Where do the low levels of a $4f^5$ ion lie in a cubic field, and how closely can they be placed with pencil and paper? The energy scales are nested. Coulomb repulsion selects the terms $^6H$ and $^6F$, spin-orbit coupling spreads $^6H$ into a ladder of $J$ multiplets, and the field splits each rung. The table gives the result of a one-configuration Dirac CI for Eu⁴⁺ with a parametric field.

Lowest levels of Eu⁴⁺ (4f⁵) in a parametric crystal field of Oh symmetry, from radial Dirac CI 1 with one Dirac-Coulomb-Breit configuration, KLI orbitals, model QED and valence Slater integrals scaled by 0.75. The Wybourne parameters in cm⁻¹ are B40 −2660, B44 −1589.7, B60 −1120 and B64 2095.3. Energies are relative to the lowest level; S and J come from ⟨S²⟩ and ⟨J²⟩.

| level degeneracy | level irrep | level energy (cm⁻¹) | level spin | level total j |
| --- | --- | --- | --- | --- |
| 4 | G8 | 0.0 | 2.45 | 2.63 |
| 2 | G7 | 323.2 | 2.44 | 2.55 |
| 4 | G8 | 1355.6 | 2.46 | 3.51 |
| 2 | G7 | 1578.1 | 2.46 | 3.55 |
| 2 | G6 | 1889.4 | 2.46 | 3.50 |
| 4 | G8 | 2832.9 | 2.47 | 4.50 |
| 4 | G8 | 3113.0 | 2.47 | 4.51 |
| 2 | G6 | 3376.7 | 2.47 | 4.48 |
| 2 | G7 | 4339.6 | 2.47 | 5.46 |
| 2 | G6 | 4477.5 | 2.47 | 5.47 |
| 4 | G8 | 4634.0 | 2.47 | 5.51 |
| 4 | G8 | 4885.2 | 2.47 | 5.43 |
| 2 | G7 | 5992.9 | 2.46 | 6.51 |
| 4 | G8 | 6139.2 | 2.46 | 6.41 |
| 4 | G8 | 6339.4 | 2.46 | 6.33 |
| 2 | G7 | 6387.5 | 2.46 | 6.21 |
| 2 | G6 | 6405.5 | 2.46 | 6.38 |
| 2 | G6 | 7493.3 | 2.46 | 3.16 |
| 2 | G7 | 7618.3 | 2.44 | 6.93 |
| 4 | G8 | 7677.0 | 2.44 | 4.85 |
| 4 | G8 | 7786.0 | 2.44 | 5.77 |
| 2 | G6 | 7807.7 | 2.44 | 6.82 |
| 4 | G8 | 7963.4 | 2.43 | 6.12 |
| 4 | G8 | 8210.9 | 2.44 | 6.98 |
| 2 | G7 | 8323.5 | 2.42 | 3.29 |
| 4 | G8 | 8505.1 | 2.42 | 5.24 |
| 2 | G6 | 9294.9 | 2.43 | 3.53 |
| 2 | G7 | 9441.0 | 2.43 | 4.29 |
| 4 | G8 | 9460.1 | 2.43 | 4.00 |
| 4 | G8 | 10832.3 | 2.45 | 4.67 |
| 4 | G8 | 10874.0 | 2.45 | 4.60 |
| 2 | G6 | 10923.8 | 2.45 | 4.50 |
| 4 | G8 | 12522.3 | 2.47 | 5.55 |
| 2 | G7 | 12538.0 | 2.47 | 5.50 |
| 4 | G8 | 12595.4 | 2.47 | 5.51 |
| 2 | G6 | 12610.1 | 2.47 | 5.50 |

G6 and G7 are Kramers doublets and G8 is a quartet of the double group. The columns level spin and level total j give $S$ and $J$ from $\langle S^2\rangle=S(S+1)$ and $\langle J^2\rangle=J(J+1)$, so a mixed state shows an average. Rows 1–17 fall into five groups that descend from $^6H_{5/2}$ to $^6H_{13/2}$, which suggests the rule

$$E \approx c+d\,(J-\tfrac52)+\Delta(J,\Gamma),$$

a multiplet centre plus a first-order field shift $\Delta$ for the irrep $\Gamma$.

**Centres.** Within a pure term, spin-orbit coupling is $\lambda\,\mathbf L\cdot\mathbf S$, with $\lambda>0$ for a shell less than half full. Then $J=L-S=5/2$ lies lowest and the interval below level $J$ is $\lambda J$, the Landé rule. The fourth interval should be $6.5/3.5\approx1.9$ times the first. The degeneracy-weighted centres of the five groups give intervals of 1437 and 1606 cm⁻¹, a ratio of only 1.1.

Theory attributes most of the flattening to second-order spin-orbit coupling. Higher terms of lower spin mix into the sextet level of the same $J$ and push it down, by an amount that depends on $J$. Pushing down the bottom rung widens the first interval, and pushing down the upper rungs narrows the last ones. The spin column agrees with this pattern without proving it: $S$ is about 2.45 for $J=5/2$, peaks at 2.47 in the middle rungs and falls again above. Read as quartet admixture alone, this is about 6% at the bottom and about 4% in the middle. The crystal field adds a smaller part, since it lowers the centres unequally: the field-free positions fitted in the mixed model below have a ratio of about 1.2.

For hand work the ladder is therefore almost even. A straight line through the five centres gives $c=43$ and $d=1538$ cm⁻¹ with an rms error of 51 cm⁻¹, against 206 cm⁻¹ for a fitted Landé form. The even step is empirical, and $d$ is not a spin-orbit constant. Adding a term in $[J(J+1)]^2$ to the Landé form fits the same centres slightly better at the price of a third constant.

**Shifts.** Inside one multiplet the field acts through powers of $\mathbf J$ alone, by the Wigner–Eckart theorem. Cubic symmetry fixes $B^4_4$ and $B^6_4$ from the axial parameters, which leaves

$$H=B_4(O_4^0+5O_4^4)+B_6(O_6^0-21O_6^4),\qquad B_4=\frac{\beta_J B^4_0}{8},\quad B_6=\frac{\gamma_J B^6_0}{16}.$$

The $O_k^q$ are Stevens operators, and the factors 8 and 16 convert the Wybourne normalisation. The Stevens factors $\beta_J$ and $\gamma_J$ say how much of the fourth- and sixth-rank asphericity of the $4f$ charge survives the coupling of $L$ and $S$ to $J$. They are pure numbers, taken here for unmixed $^6H_J$, so $\Delta$ contains nothing fitted.

A rank-$k$ operator needs $k\le 2J$ to act within a multiplet, so $\gamma_{5/2}=0$ and the ground multiplet feels only $B^4_0$ in first order. G8 moves by $+120B_4$ and G7 by $-240B_4$, which keeps the weighted centre fixed. For row 2,

$$B_4=\frac{2.501\times10^{-3}\,(-2660)}{8}=-0.8316,\qquad E(\mathrm{G7})-E(\mathrm{G8})=-360B_4=299\ \mathrm{cm^{-1}}.$$

The table has 323.2 cm⁻¹, so the unfitted gap is 7% low. With $\beta_{5/2}$ positive, a negative $B^4_0$ puts the quartet lowest, and a positive one would reverse the order at this level of approximation. The label Oh does not fix that sign: in a point-charge picture with anions, negative $B^4_0$ and $B^6_0$ together belong to twelvefold coordination, whereas an octahedron makes both positive.

One rung up the roles change. For $J=7/2$, $\beta$ is about twelve times smaller and negative, while $\gamma$ is now allowed. With $b_4=60B_4$ and $b_6=1260B_6$ the shifts are $14b_4-20b_6$ for G6, $-18b_4-12b_6$ for G7 and $2b_4+16b_6$ for G8. For row 5, the G6 level,

$$b_4=\frac{60(-2.021\times10^{-4})(-2660)}{8}=4.03,\qquad b_6=\frac{1260(1.525\times10^{-4})(-1120)}{16}=-13.45,$$

$$E=43.5+1538+(56.5+269.0)=1907\ \mathrm{cm^{-1}}.$$

This is 1% above the tabulated 1889.4 cm⁻¹. Both worked rows entered the centres to which $c$ and $d$ were fitted, so only their shifts are independent estimates. Most of the shift of row 5 is sixth order, so the pattern of the first excited multiplet reads $B^6_0$ much as the ground gap reads $B^4_0$. From $J=9/2$ upward some irreps occur twice, and their shifts come from a 2×2 diagonalisation with the $\beta_J$ and $\gamma_J$ listed in the output.

**Accuracy.** Over rows 1–17 the full rule has an rms error of 67 cm⁻¹, and the worst row is the G6 of $J=11/2$, which comes out 149 cm⁻¹ too high. The shifts alone err by 43 cm⁻¹ rms on a typical size of 200 cm⁻¹. The order of levels is right for $J=5/2$, $7/2$ and $9/2$, but rows 10 and 11 are exchanged, as are the nearly degenerate rows 16 and 17. Such near-degenerate pairs depend on the chosen field and Slater scaling and are not firm predictions of the run either. A gap inside a multiplet should be taken as a difference of shifts, because the error of the centre then cancels; the full rule places row 2 a quarter too low. Residuals for each row stand in the output below.

The main omission of first order is the field's mixing of different multiplets. The same calculation puts the ground level 262.4 cm⁻¹ below the field-free level, while first order gives only 99.8. The G7 level is lowered beyond first order by a similar amount, $199.6-(323.2-262.4)\approx139$ cm⁻¹. The gap survives because both levels sink together, and the centres, hence $c$ and $d$, carry part of the field with them and must be refitted for another site.

Diagonalising the same field in all states of $^6H$ and $^6F$, with twelve multiplet positions fitted to all rows, tests this cause. The good energy fit says little by itself, but $J$ was not fitted, and for rows 1–17 it is reproduced to 0.004 rms, the size of the table's rounding, where pure half-integers miss by 0.10. The unfitted ground lowering comes out as 271 cm⁻¹. The ground gap, however, overshoots to 365 cm⁻¹, further off than first order, so the success of the hand estimate for row 2 owes something to cancellation. That quartet admixture trims the field matrix elements is a plausible reason, untested here.

**Range.** The shifts fail where multiplets overlap. In rows 18–29, $^6H_{15/2}$ is mixed with $^6F_{1/2}$ to $^6F_{7/2}$, and a value such as $J=4.85$ is an average that names no parent. Even the mixed model misses $J$ there by 0.10 rms. The five rows richest in $J=15/2$, which did not enter the fit of $c$ and $d$, centre on 7918 cm⁻¹, and the even step falls 2% short of that. First order gets their order wrong and puts the G6 shift at more than three times its size. How far $^6F$ overlaps the top of the ladder depends on the scaling of the Slater integrals as well as on the spin-orbit spread.

A $J$ near a half-integer does not guarantee good shifts either. The $^6F_{11/2}$ group (rows 33–36) looks nearly clean and the $^6F_{9/2}$ group (rows 30–32) only slightly mixed, yet first order makes each more than twice too wide. The mixed model, with its fitted positions, follows rows 18–36 to 9 cm⁻¹ rms. The rule is thus for the lower five rungs of $^6H$. Since the form of the field is built into the run, agreement tests the approximations and not a real crystal, and Eu⁴⁺ is so oxidising that the omitted ligand-to-metal charge transfer may change the picture in a compound.

Printed output of the fit:

```
energies in cm-1; rounding of table 0.05 cm-1, 0.005 in S and J; states 108; cubic ratios give B44 -1589.65, B64 2095.33
6H centres [ 107.7 1544.7 3053.7 4642.6 6249. ] intervals [1436.9 1509.  1588.9 1606.4] interval/J [410.6 335.3 288.9 247.1]
equal step: coef (high power first) [1538.05   43.45] errors [-64.  37.  66.  15. -53.] rms 51; J=15/2 at 7734
Lande: coef (high power first) [ 152.09 -948.98] errors [ 274.  -98. -238. -154.  217.] rms 206; J=15/2 at 8747
Lande+square: coef (high power first) [-1.23000e+00  2.22740e+02 -1.71328e+03] errors [ 34. -54.  -5.  41. -16.] rms 35; J=15/2 at 7506
J=2.5: beta 2.501e-03 gamma 0.000e+00 width 323 first order 299 shift rms error 13 S 2.447 quartet share 6.3%
J=3.5: beta -2.021e-04 gamma 1.525e-04 width 534 first order 533 shift rms error 35 S 2.460 quartet share 4.8%
J=4.5: beta -8.446e-05 gamma 2.346e-05 width 544 first order 534 shift rms error 17 S 2.470 quartet share 3.6%
J=5.5: beta -2.691e-06 gamma 6.267e-06 width 546 first order 517 shift rms error 74 S 2.470 quartet share 3.6%
J=6.5: beta 3.767e-05 gamma 1.207e-06 width 413 first order 393 shift rms error 28 S 2.460 quartet share 4.8%
row 2: B4 -0.8316, G8 -99.8, G7 199.6, gap 299.4 vs 323.2 (-7.4%)
row 5: b4 4.03 b6 -13.45; G6 56.5+269.0=325.4, G7 88.8, G8 -207.1
row irrep E | shift from centre, first order | rule E, error | mixed-model error | J table, J mixed model
1 G8 0.0 | -108 -100 | -56 -56 | -21 | 2.63 2.63
2 G7 323.2 | 215 200 | 243 -80 | 21 | 2.55 2.55
3 G8 1355.6 | -189 -207 | 1374 19 | -11 | 3.51 3.51
4 G7 1578.1 | 33 89 | 1670 92 | 26 | 3.55 3.55
5 G6 1889.4 | 345 325 | 1907 18 | -15 | 3.50 3.50
6 G8 2832.9 | -221 -203 | 2917 84 | -12 | 4.50 4.49
7 G8 3113.0 | 59 37 | 3157 44 | 13 | 4.51 4.51
8 G6 3376.7 | 323 331 | 3450 74 | -1 | 4.48 4.48
9 G7 4339.6 | -303 -290 | 4368 28 | -17 | 5.46 5.45
10 G6 4477.5 | -165 -31 | 4627 149 | 6 | 5.47 5.47
11 G8 4634.0 | -9 -67 | 4590 -44 | -2 | 5.51 5.51
12 G8 4885.2 | 243 228 | 4885 0 | 12 | 5.43 5.43
13 G7 5992.9 | -256 -227 | 5969 -24 | -3 | 6.51 6.51
14 G8 6139.2 | -110 -113 | 6083 -56 | -5 | 6.41 6.40
15 G8 6339.4 | 90 90 | 6286 -54 | 7 | 6.33 6.33
16 G7 6387.5 | 138 166 | 6361 -26 | -2 | 6.21 6.21
17 G6 6405.5 | 156 107 | 6303 -103 | 4 | 6.38 6.38
rows 1-17: rule rms 67, worst row 10 (149); shifts alone rms 43; rms size of shifts 200
6H15/2-like rows [19 21 22 23 24] centre 7918 shifts [-300. -132. -111.   45.  293.] first order [-283. -323. -387.  300.  358.]
6F9/2 rows [30 31 32] centre 10867 shifts [-35.   7.  57.] first order [-77.  -6. 166.]
6F11/2 rows [33 34 35 36] centre 12564 shifts [-42. -26.  31.  46.] first order [-109.  -19.   65.  106.]
mixed model positions 6H5/2..15/2 [ 250. 1602. 3121. 4735. 6386. 8031.]
mixed model positions 6F1/2..11/2 [ 7355.  7571.  8095.  9218. 10736. 12469.]
mixed model: rms rows 1-17 13, rows 18-36 9, worst row 4 (26); gap rows 1-2 365.4
J error rms rows 1-17 0.004 (pure J 0.099), rows 18-29 0.10; model J rows 18-29 [3.   6.88 4.63 5.91 6.89 6.02 6.99 3.37 5.36 3.53 4.33 4.01]
ground stabilisation: run -262.4, first order -99.8, mixed model -270.8; 5/2 centre lies 154.7 below free level
```
